**Q.** I measure ionisation thresholds and abundance spectra of alkali clusters, and I am used to hearing of the magic numbers 2, 8, 18 and 20. In this table of spherical jellium clusters at the spin-polarised LDA level the numbers go up and down more often than that. Which column should I read first, and what does it mean?

Spherical jellium clusters of N electrons, Wigner-Seitz radius rs = 4.99 bohr, background radius rs N^(1/3): spin-polarised Kohn-Sham LDA (PW92), radks radial solver with Libxc. Shells are m-averaged, numbered by radial order and filled by a greedy search that can miss a lower state. Ions are vertical; the second difference is E(N+1)+E(N-1)-2E(N) for neutral clusters.

| electrons | energy per electron (eV) | unpaired electrons | highest level | ionisation energy (eV) | second energy difference (eV) | electron affinity (eV) |
| --- | --- | --- | --- | --- | --- | --- |
| 1 | -1.3436 | 1 | 1s up | n/a | n/a | n/a |
| 2 | -1.6636 | 0 | 1s up | 4.43930 | 0.75810 | n/a |
| 3 | -1.5175 | 1 | 1p up | 3.37707 | -0.49537 | n/a |
| 4 | -1.5684 | 2 | 1p up | 3.75768 | -0.32348 | n/a |
| 5 | -1.6636 | 3 | 1p up | 3.95738 | 0.25729 | n/a |
| 6 | -1.6841 | 2 | 1p down | 3.59713 | -0.26592 | 1.1712 |
| 7 | -1.7368 | 1 | 1p down | 3.79772 | -0.18853 | 1.3970 |
| 8 | -1.7999 | 0 | 1p up | 3.92458 | 0.80431 | n/a |
| 9 | -1.7596 | 1 | 1d up | 3.06548 | -0.19471 | n/a |
| 10 | -1.7468 | 2 | 1d up | 3.23414 | -0.16205 | 1.1001 |
| 11 | -1.7511 | 3 | 1d up | 3.36471 | -0.13604 | 1.2589 |
| 12 | -1.7660 | 4 | 1d up | 3.46810 | -0.11515 | 1.3924 |
| 13 | -1.7875 | 5 | 1d up | 3.55139 | 0.26813 | 1.1530 |
| 14 | -1.7867 | 4 | 1d down | 3.25300 | -0.12632 | 1.3015 |
| 15 | -1.7945 | 3 | 1d down | 3.35899 | -0.10741 | 1.4269 |
| 16 | -1.8080 | 2 | 1d down | 3.44543 | -0.092441 | 1.5346 |
| 17 | -1.8254 | 1 | 1d down | 3.51707 | -0.080393 | 1.6284 |
| 18 | -1.8453 | 0 | 1d up | 3.57729 | 0.16695 | 1.4924 |
| 19 | -1.8543 | 1 | 2s up | 3.39100 | 0.18678 | 1.3513 |
| 20 | -1.8531 | 0 | 2s up | 3.19920 | 0.18015 | 1.1831 |
| 21 | -1.8434 | 1 | 1f up | 3.02637 | -0.086288 | 1.2790 |
| 22 | -1.8385 | 2 | 1f up | 3.09741 | n/a | 1.3652 |

**A.** Read the second energy difference first, $\Delta_2(N)=E(N+1)+E(N-1)-2E(N)$, where $E(N)$ is the energy of the neutral cluster with $N$ electrons on a background sphere of radius $R=r_sN^{1/3}$. With $\mu_N=E(N)-E(N-1)$ as the cost of the $N$-th unit, electron plus background, $\Delta_2(N)=\mu_{N+1}-\mu_N$. A positive value says that the next unit is bound less well than the last.

Now fill the levels in the order 1s, 1p, 1d, 2s, 1f (the number counts radial order, so 1p has no radial node), all up spins of a shell before the down spins. This reproduces the column of unpaired electrons, $M$, in every row. The table then shows a rule without exception. $\Delta_2$ is negative when electrons $N$ and $N+1$ enter the same spin subshell, and positive when electron $N+1$ has to open a new one, at $N=2, 5, 8, 13, 18, 19$ and $20$. The ionisation energy (IP) falls from $N$ to $N+1$ after these seven rows and rises at every other step. The label "up" under highest level at 2, 8, 18 and 20 carries no information, since with $M=0$ both spins are filled alike.

**Q.** I understand the peaks at closed shells. Why is $\Delta_2$ negative in between? Adding electrons to one level should cost more each time.

**A.** It would at fixed size, but along the neutral series the container grows. The simplest system with this behaviour is a hard-walled spherical box of non-interacting electrons that is inflated by a fixed volume for each electron put in. Its levels are
$$\varepsilon_{nl}=V_0+\frac{\hbar^2x_{nl}^2}{2m(R+d)^2},$$
with $x_{nl}$ a zero of the spherical Bessel function, $V_0$ the floor of the well and $d$ a length that moves the wall outward to imitate a soft edge. Since $dR/dN=R/3N$, a level of fixed quantum numbers sinks as
$$\frac{d\varepsilon}{dN}=-\frac{\hbar^2x^2R}{3mN(R+d)^3}.$$
While a shell fills, each electron enters a level that lies lower than it did for the one before, so $\Delta_2<0$. When the shell is full, the next electron climbs the gap, and $\Delta_2$ jumps by that gap above the negative baseline.

The box has clear bounds. It knows no spin, no Coulomb energy and no change in the shape of the well. Even within the box, equating $\Delta_2$ with $d\varepsilon/dN$ is a shortcut. The curvature of the summed level energies is twice $d\varepsilon/dN$ plus a positive term from all occupied levels, and for $d=0$ the two combine to $d\varepsilon/dN$ only when the mean kinetic energy is three fifths of that of the top level, as in a free electron gas. What the box does get right can be checked on the Kohn-Sham levels of the same calculation at $N=16$. A least-squares line through the spin-averaged 1s, 1p, 1d and 1f energies against $x^2$ fits them to 0.013 eV or better and gives $R+d=15.65$ bohr, or $d=3.08$ bohr. The 2s level, left out of the line, lies 0.03 eV below it.

**Q.** Could the negative values simply be the surface energy, as in a liquid drop?

**A.** The surface term contributes, but little. A least-squares fit of $E=aN+bN^{2/3}$ to all 22 rows gives $b=0.825$ eV and a curvature of $-\tfrac29\,bN^{-4/3}$. That is $-0.0045$ eV at $N=16$, where the table has $-0.092$ eV, and it reaches at most 9% of any in-subshell value. The drop describes what is left when peaks and troughs are averaged. From $N=9$ to $20$ the eight negative entries sum to $-1.01$ eV and the four positive ones to $+0.80$ eV, so the peaks pay back most of what the sinking levels gain, and $\mu_N$ saws about a slowly moving mean.

**Q.** Then 5 and 13. The peak at 13, 0.268 eV, is higher than those at 18 and 20. Are these magic numbers?

**A.** They are half-filled shells, $1p^3$ and $1d^5$ with all spins parallel, and the cause is exchange, as in the dip of the ionisation energy from nitrogen to oxygen. Parallel spins avoid one another and gain energy. To lowest order this gain is $E_x=-JM^2/4$ with $M=N_\uparrow-N_\downarrow$. Differentiating with respect to $N_\uparrow$ and $N_\downarrow$ shifts the up level by $-JM/2$ and the down level by $+JM/2$, a splitting of $JM$.

The second difference follows from the sequence of $M$. Inside a subshell the neighbours have $M\pm1$, the second difference of $M^2$ is 2, and exchange adds $-J/2$ to the sinking of the level. The same holds at a closed shell, where $M$ runs 1, 0, 1. At half filling both neighbours have $M-1$, which gives $JM-J/2$, a jump of $JM$ above the baseline. The splitting is visible in the $N=16$ levels: 1d up and down differ by 0.129 eV at $M=2$, so $J=0.0643$ eV there. Exchange grows with spin density, so $J$ should scale inversely with the volume, which I take as $(R+d)^{-3}$.

They are not magic numbers for your beam. The calculation spreads each open-shell electron evenly over the $m$ components and keeps the background spherical, which leaves spin as the only way to lower the energy of a degenerate open shell. Real alkali clusters deform, the deformation splits the shell, electrons pair, and the spectrum shows odd-even staggering. The peaks at 5 and 13 and the large moments belong to the spherical constraint.

**Q.** Show me one number from start to finish.

**A.** Take $N=13$, which supplied neither $d$ nor $J$. The radius is $R=4.99\times13^{1/3}=11.73$ bohr, so $R+d=14.81$ bohr. Then $J=0.0643\times(15.65/14.81)^3=0.0759$ eV, and with $M=5$ the model's jump is 0.379 eV. In the table the baseline is the mean of the neighbours, $(-0.115-0.126)/2=-0.121$ eV, so the jump is $0.268+0.121=0.389$ eV. The model is 3% below the table. Scaling $J$ as $1/N$ gives 0.396 eV, so this row cannot choose between the two volumes. At $N=5$ they matter more: 0.472 and 0.617 eV bracket the table's 0.552 eV, and neither is close.

The height of the peak is $JM$, a falling $J$ times a growing $M$. That is why five parallel d electrons produce a larger feature than the small gaps around 2s.

**Q.** How well do box and exchange together give the ordinary rows?

**A.** For $N=10$, with $x^2=33.2$, $R=10.75$ bohr and $\hbar^2/m=27.2$ eV bohr², the sinking term is $-27.2\times33.2\times10.75/(30\times13.83^3)=-0.122$ eV. Exchange adds $-0.047$ eV, and the sum of $-0.169$ eV exceeds the table's $-0.162$ eV in size by 4%. Over the 13 in-subshell rows the root-mean-square error is 0.020 eV, with nothing fitted to $\Delta_2$, and confinement is the larger part in each. Given the shortcut I described, and since the electrostatic response to the added background is left out, part of this agreement may be luck.

The errors are systematic. Relative to the table the model is 17% too negative at $N=12$ and 12% too weak at $N=14$, and the largest absolute miss is 0.043 eV at $N=6$. The table's $|\Delta_2|$ grows again across the half-filled shell, from 0.115 to 0.126 eV, which the model does not do. Most of this can be argued from the same exchange energy, because $J$ itself falls with $N$. The second difference of $-J(N)M^2/4$ then gains a cross term $\mp M\,dJ/dN$, with the upper sign while $M$ rises. In the model $J$ falls from 0.081 eV at 12 to 0.072 eV at 14, so the term is about $\pm0.02$ eV at $M=4$. It makes the model less negative at 12 and more negative at 14, which brings both rows to within a few thousandths of an electronvolt of the table. It also has the helpful sign at 4 and 6, but at 16 and 17 it pushes a model that is already too negative slightly further off. There the shortcut for the box is the likelier fault: as a shell fills, the positive term from the occupied levels shrinks more slowly than the sinking term and so grows relative to it. This makes $d\varepsilon/dN$ alone too weak at the start of a shell and too negative at its end. The first rows of the shells do not show the weakness plainly: the model is within 1% of the table at 9 and 21 and too negative at 3 and 10. The omitted cross term has the opposite sign there and can hide it.

**Q.** My observables are charged. How do the ionisation energy and the electron affinity fit in?

**A.** The ions are vertical, so $R$ stays fixed and the difference IP − EA, with EA the electron affinity, is a second difference in electron number at constant size. The sinking term is absent, and a term appears that the neutral series does not have, the charging energy of a conducting sphere, $e^2/(R+\delta)$. To it is added whatever gap separates the level emptied from the level filled. In the eleven rows where both are the same spin subshell (6, 7, 10 to 12, 14 to 17, 21, 22), IP − EA falls steadily from 2.426 to 1.732 eV.

The bare radius overshoots: at $N=16$, $e^2/R$ is 2.164 eV against 1.911 eV. Solving for $\delta$ row by row gives a mean of 1.81 bohr. A larger effective sphere is reasonable, since about two of the sixteen electrons lie outside the background in that run, but $\delta$ also absorbs the exchange term $-J/2$ and the self-interaction error of LDA, which is most serious for anions. It ranges from 1.58 to 2.15 bohr and falls as each spin subshell fills, so one mean value misses IP − EA by up to 0.076 eV, far more than the digits of the table. I have no derived cause for that pattern. Neither $\delta$ nor $d$ should be read as a spill-out distance.

The useful point is that the gap can be extracted a second time. At $N=13$, IP − EA is $3.551-1.153=2.398$ eV. With $\delta=1.80$ bohr interpolated between 12 and 14, charging is $27.2/13.53=2.010$ eV, leaving 0.388 eV, against 0.389 eV from the neutral clusters. At 18, 19 and 20 the two routes differ by up to 0.044 eV, the neutral one being higher. IP and EA sit half a charging energy above and below the frontier level, and at $N=16$ their mean, 2.490 eV, is close to minus the 1d down eigenvalue, 2.476 eV. So IP rises through a subshell because the level sinks faster than half the charging energy falls. EA probes the level of electron $N+1$ and therefore drops one row earlier than IP, at 13 rather than 14, and at 18, 19 and 20 rather than 19, 20 and 21.

**Q.** Why are 2 and 8 so strong, while 18, 19 and 20 are a plateau of 0.167, 0.187 and 0.180 eV with the odd cluster on top?

**A.** Gaps scale as the step in $x^2$ over $(R+d)^2$. At $N=8$ the step from 1p to 1d is $33.2-20.2=13.0$ and $R+d=13.06$ bohr, giving $27.2\times13.0/(2\times13.06^2)=1.04$ eV, while the table's jump above the interpolated baseline is 0.996 eV. At $N=2$ the box gives 1.60 eV and the table 1.25 eV, but there I had to borrow the baseline from $N=3$, which probably makes the jump too small, and a wall offset taken from sixteen electrons need not suit two.

The step from 1d to 1f is of the same kind, but the sphere is larger and 2s lies inside the gap. Three modest steps replace one large one: 1d down to 2s up, 2s up to 2s down, 2s down to 1f up. Their sum is independent of where 2s sits, because $\Delta_2(18)+\Delta_2(19)+\Delta_2(20)=\mu_{21}-\mu_{18}$. The three jumps add to 0.784 eV. The 1d to 1f gap of the $N=16$ run, 0.844 eV, scaled as $(R+d)^{-2}$ to $N=19$, is 0.770 eV, and the model adds one $J$ of 0.056 eV, making 0.83 eV. The neutral route lies 5% below that, and the route through IP − EA, at 0.698 eV, about 15% below.

How the sum is divided is where the model fails. It gives 0.326, 0.056 and 0.460 eV for the three jumps, and the table has 0.249, 0.270 and 0.265 eV. The jump at 19 is nearly five times $JM$, and the one at 20 is 58% of the box gap.

**Q.** What makes 2s so different?

**A.** One part the levels show directly: a single $J$ does not serve all orbitals. At $N=16$ the spin density sits in the 1d shell. It splits 1d by 0.129 eV and 1s by about three quarters as much, but 2s by only 0.056 eV. In the box the radial node of 2s falls where the 1d density is high, which fits this order. The splitting follows the overlap of an orbital with the spin density. At $N=19$ the spin density is the 2s orbital itself, so the overlap is complete, and part of it is concentrated in the small lobe at the centre. Theory therefore argues for a larger exchange constant than the 1d one.

A larger 2s constant alone would lower $E(19)$ further and take equal amounts from the jumps at 18 and 20. The shortfalls are unequal, $0.326-0.249=0.077$ eV at 18 and $0.460-0.265=0.195$ eV at 20. My reading is that 2s rises toward 1f as it fills, because its charge goes to the interior while the compensating background is added at the rim, and because LDA leaves part of the repulsion of a compact orbital with itself uncancelled. That fits the asymmetry, but it is a guess built on the residuals of a crude model. What the table does show is that in this spherical, spin-polarised LDA model 20 is not singled out. The lead of 19 is most likely a spin effect: $M$ runs 1, 0, 1, 0, 1 from 17 to 21, so with a single $J$ exchange takes $J/2$ from each of the peaks at 18 and 20 and gives $J/2$ to 19. That lifts 19 by $J$ against both neighbours. Even the $J$ scaled from 1d, 0.056 eV, exceeds its lead of at most 0.02 eV, so without spin polarisation 18 and 20 should stand above 19. Deformation could alter the pattern further.

**Q.** The energy per electron has local minima at 2, 8, 13 and 19. Why not at 5, 18 or 20?

**A.** The average falls as long as the next unit is bound more strongly than the average, so a minimum needs $\mu_{N+1}$ to rise above $E(N)/N$, which a positive $\Delta_2$ does not guarantee. From the table, $\mu_{19}=19(-1.8543)-18(-1.8453)=-2.02$ eV is still below the average at 18, so the curve keeps falling. Only the second step of the plateau lifts $\mu_{20}=20(-1.8531)-19(-1.8543)=-1.83$ eV above it. At $N=5$ the average is still high because of the surface, and $\mu_6=6(-1.6841)-5(-1.6636)=-1.79$ eV lies below it despite the peak. The minima at 13 and 19 are about a thousandth of an electronvolt deep on their upper side, so the column is a poor detector of shells.

**Q.** The filling was found by a greedy search. Where could it have picked the wrong state?

**A.** Where an exchange splitting approaches a shell gap. At $N=16$ the partly filled 1d down level lies 0.213 eV below the empty 2s up level, so the filling of that row is consistent with its own levels. At $N=13$ the moment is largest. Scaling the 1d to 2s gap as $(R+d)^{-2}$ and both splittings as $M(R+d)^{-3}$ leaves a margin of roughly 0.07 eV, too small for so crude an estimate to fix even its sign. If a configuration with the extra electron in 2s up were lower for $N=14$ or for the anion of $N=13$, then $\Delta_2(13)$ would be smaller and EA(13) larger than listed. The neutral route to the jump at 13 uses 1d down for the added electron, and the anion presumably does too, so the agreement of the two routes does not exclude this.

**Q.** What would you guess for the rows that follow 22, or for a denser metal?

**A.** Under the same constraint, $\Delta_2$ should stay negative and shrink in size while the seven up spins of 1f fill, with IP and EA rising. A Hund peak of height $JM$ with $M=7$ should follow at 27, comparable with the one at 13 because the larger $M$ offsets much of the fall in $J$, and there the competition between 1f down and 2p up needs the same scrutiny as 1d down and 2s up. The closure at 34 leads to a low-$l$ level, 2p, inside the gap to the next high-$l$ shell, so its peak should be much lower than the one at 8. It should not form a plateau like 18 to 20, because 2p holds three electrons per spin: 35 and 36 should be negative in-subshell rows, and a smaller spin peak should follow at 37. If 2p rises on filling as I suppose 2s does, it may meet 1g before it is full, and the order of filling needs checking there. For a smaller $r_s$, shell gaps grow roughly as $r_s^{-2}$ and charging only as $r_s^{-1}$, so closures should stand out more against the charging energy.
